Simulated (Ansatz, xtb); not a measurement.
# Relative energy of two isomers of C5H4ClNSi

Structure I: `N#CC1=CC=C[Si@@H]1Cl`, a singlet. Structure II: `N#CC1=C[Si@@H](Cl)C=C1`, a singlet. Both are isolated molecules in the gas phase, relaxed with B3LYP-D3(BJ)/def2-SVP.

Question: Estimate which is lower in electronic energy at CCSD(T)/def2-SVP + ΔMP2/def2-TZVPP, and by roughly how much.

Answer: The CCSD(T)/def2-SVP + ΔMP2/def2-TZVPP calculation puts structure I lower, by 8.00 kJ/mol.

Level by level:

```csv
level,geometry,E(II) − E(I) (kJ/mol),departure from the last row (kJ/mol),"job, with rough time for the two"
GFN2-xTB,GFN2-xTB,+14.63,+6.63,"optimisation, 0.96 s"
HF/STO-3G,GFN2-xTB,+4.01,−3.99,"single point, 3.9 s"
r2SCAN-D4/def2-SVP,GFN2-xTB,+14.46,+6.46,"single point, 15 s"
B3LYP-D3(BJ)/def2-SVP,B3LYP-D3(BJ)/def2-SVP,+13.50,+5.50,"optimisation, 2.8 min"
HF/def2-SVP,B3LYP-D3(BJ)/def2-SVP,+10.08,+2.08,part of the CCSD(T) run
MP2/def2-SVP,B3LYP-D3(BJ)/def2-SVP,+8.48,+0.48,part of the CCSD(T) run
CCSD(T)/def2-SVP,B3LYP-D3(BJ)/def2-SVP,+7.79,−0.21,single point
CCSD(T)/def2-SVP + ΔMP2/def2-TZVPP,B3LYP-D3(BJ)/def2-SVP,+8.00,,"single point, 4.5 min"
```

As drawn, both hold the same kinds of bond in the same numbers.

None of the levels shown reverses the order. The largest departure from CCSD(T)/def2-SVP + ΔMP2/def2-TZVPP is that of GFN2-xTB, 6.63 kJ/mol. The last row adds to CCSD(T) the change of the MP2 difference between the two basis sets, here +0.21 kJ/mol.

With thermal terms from frequencies at re-optimised GFN2-xTB minima (ideal gas, soft modes damped towards free rotors, one conformer each, 298.15 K, 1 atm): the zero-point term adds −0.42 kJ/mol; ΔH is +7.52 and ΔG +7.73 kJ/mol.

The correlated steps freeze 16 core orbitals. Programs: Ansatz 0.2.0, xtb 6.7.1; the last row on 2 threads of Intel(R) Xeon(R) Processor @ 2.50GHz (Skylake/Cascade Lake) on a shared host.

Structure I is modestly favoured, and the thermal terms barely alter that. Both isomers are 1-chlorosiloles with the same conjugated ring diene, so the energy difference reflects where the nitrile sits rather than a loss of ring conjugation. In I it is on the carbon next to silicon, at a diene terminus, and extends the π system linearly; in II it is on an inner carbon and is cross-conjugated with the more distant double bond. The electropositive silicon also makes its neighbouring carbon electron-rich, a good site for a π-acceptor. These two effects probably act together, with dipolar interaction between the nitrile and Si–Cl as a further contribution, and the total energies cannot separate them.

In the def2-SVP basis, correlation trims the Hartree–Fock preference from +10.08 to +7.79 kJ/mol at CCSD(T), whereas B3LYP-D3(BJ) gives +13.50 kJ/mol, possibly because it overvalues the extended conjugation. The ordering says nothing about resistance to Diels–Alder dimerisation, a common fate of lightly substituted siloles.
